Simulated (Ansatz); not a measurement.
## Pd: energy change per atom and pressure against volume scale

Plane-wave DFT, scalar-relativistic PAW made under PBE with cores redone for the functional, no dispersion; the given relaxed cell is scaled uniformly, energy at zero smearing counts from the unscaled cell, pressure at the given Fermi-Dirac smearing is positive in compression. The results are calculated, by Ansatz 0.2.0.

The cell before it is scaled or strained (space group Fd-3m, No. 227):
```
CELL_PARAMETERS angstrom
0.00000 2.86970 2.86970
2.86970 0.00000 2.86970
2.86970 2.86970 0.00000
ATOMIC_POSITIONS crystal
Pd 0.12500 0.12500 0.12500
Pd 0.87500 0.87500 0.87500
```

Settings of every row: spin polarised no; functional r2SCAN; wave cutoff 500 eV; smearing width 0.1 eV; k mesh 11x11x11.

Atom starting moment: 0 on all atoms.

Limits: the cell comes from a prototype or a list of computed structures and needn't be the stable phase.

```
row  volume scale  V (Å³/atom)  energy change per atom (meV)  pressure (GPa)
  1          0.88       20.797                        105.53           13.84
  2          0.92       21.742                             ?               ?
  3          0.96       22.687                          9.61            3.56
  4          1.04       24.578                          8.62           -2.67
  5          1.08       25.523                         31.37           -4.78
  6          1.12       26.468                         64.93            -6.4
```

Question: what energy change per atom and pressure should row 2 give?

Worked fit of energy change per atom. Take u = (V_r/V)^(2/3) − 1 with V_r = 24.578 Å³ an atom, which is twice the finite (Eulerian) strain; such expansions in the strain, on which the Birch-Murnaghan equation of state is built, carry the rest volume and the bulk modulus. The shown rows have u = 0.1178, 0.05482, 0, -0.02484, -0.04819. Least squares give energy change per atom = 7.73 − 615.092 × u + 12242.64 × u² meV; a straight line predicts inner rows, each left out in turn, worse (root mean square 41 against 2 meV). The rows lie off it by 0.37, -1.19, 0.89, 0.81, -0.87 (root mean square 0.87 meV). The withheld row has u = 0.08517, so the fit gives 7.73 − 615.092 × (0.08517) + 12242.64 × (0.08517)² = 44.15 meV.

The calculation gave 42.63 meV. The fit lies 1.52 meV (3.6 % of the value, 1.6 % of the column's range) above it; its largest miss of a shown row is 1.19 meV.

Worked fit of pressure. Take u = (V_r/V)^(2/3) − 1 with V_r = 24.578 Å³ an atom, which is twice the finite (Eulerian) strain; such expansions in the strain, on which the Birch-Murnaghan equation of state is built, carry the rest volume and the bulk modulus. The shown rows have u = 0.1178, 0.05482, 0, -0.02484, -0.04819. Least squares give pressure = −2.72 + 94.277 × u + 391.63 × u² GPa; a straight line predicts inner rows, each left out in turn, worse (root mean square 1.3 against 0.11 GPa). The rows lie off it by 0.02, -0.07, 0.05, 0.04, -0.05 (root mean square 0.049 GPa). The withheld row has u = 0.08517, so the fit gives −2.72 + 94.277 × (0.08517) + 391.63 × (0.08517)² = 8.15 GPa.

The calculation gave 8.06 GPa. The fit lies 0.09 GPa (1.1 % of the value, 0.44 % of the column's range) above it; its largest miss of a shown row is 0.07 GPa.
